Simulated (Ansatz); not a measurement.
## A series in volume scale on Cd

All results are calculated (Ansatz 0.2.0). Plane-wave DFT, scalar-relativistic PAW made under PBE with cores redone for the functional, no dispersion; the given relaxed cell is scaled uniformly, energy at zero smearing counts from the unscaled cell, pressure at the given Fermi-Dirac smearing is positive in compression.

The cell before it is scaled or strained (space group P6_3/mmc, No. 194):
```
cell vectors (Å)
   2.8819     0.0000     0.0000
  -1.4409     2.4958     0.0000
   0.0000     0.0000     5.6384
atoms (fractions of the cell vectors)
Cd  0.33333  0.66667  0.25000
Cd  0.66667  0.33333  0.75000
```

Settings of every row: spin polarised no; functional LDA; wave cutoff 420 eV; smearing width 0.1 eV; k mesh 21x21x9.

Atom starting moment: 0 on all atoms.

```
row  volume scale  V (Å³/atom)  pressure (GPa)  energy change per atom (meV)
  1          0.88       17.844            13.5                          89.5
  2          0.92       18.655               ?                             ?
  3          0.96       19.466            3.43                          8.35
  4          1.04       21.089           -2.51                          6.67
  5          1.08         21.9           -4.45                         24.83
  6          1.12       22.711           -5.89                         51.61
```

Question: what pressure and energy change per atom should row 2 give?

Worked fit of pressure. Take u = (V_r/V)^(2/3) − 1 with V_r = 21.089 Å³ an atom, which is twice the finite (Eulerian) strain; such expansions in the strain, on which the Birch-Murnaghan equation of state is built, carry the rest volume and the bulk modulus. The shown rows have u = 0.11783, 0.05484, 0, -0.02484, -0.0482. Least squares give pressure = −2.559 + 87.91 × u + 409.17 × u² GPa; a straight line predicts inner rows, each left out in turn, worse (root mean square 1.4 against 0.11 GPa). The rows lie off it by 0.02, -0.06, 0.05, 0.04, -0.04 (root mean square 0.044 GPa). The withheld row has u = 0.08519, so the fit gives −2.559 + 87.91 × (0.08519) + 409.17 × (0.08519)² = 7.90 GPa.

The calculation gave 7.81 GPa. The fit lies 0.09 GPa (1.2 % of the value, 0.46 % of the column's range) above it; its largest miss of a shown row is 0.06 GPa.

Worked fit of energy change per atom. Take u = (V_r/V)^(2/3) − 1 with V_r = 21.089 Å³ an atom, which is twice the finite (Eulerian) strain; such expansions in the strain, on which the Birch-Murnaghan equation of state is built, carry the rest volume and the bulk modulus. The shown rows have u = 0.11783, 0.05484, 0, -0.02484, -0.0482. Least squares give energy change per atom = 5.728 − 483.669 × u + 10110.51 × u² meV; a straight line predicts inner rows, each left out in turn, worse (root mean square 34 against 2.1 meV). The rows lie off it by 0.39, -1.26, 0.94, 0.85, -0.92 (root mean square 0.92 meV). The withheld row has u = 0.08519, so the fit gives 5.728 − 483.669 × (0.08519) + 10110.51 × (0.08519)² = 37.90 meV.

The calculation gave 36.24 meV. The fit lies 1.66 meV (4.6 % of the value, 2 % of the column's range) above it; its largest miss of a shown row is 1.26 meV.
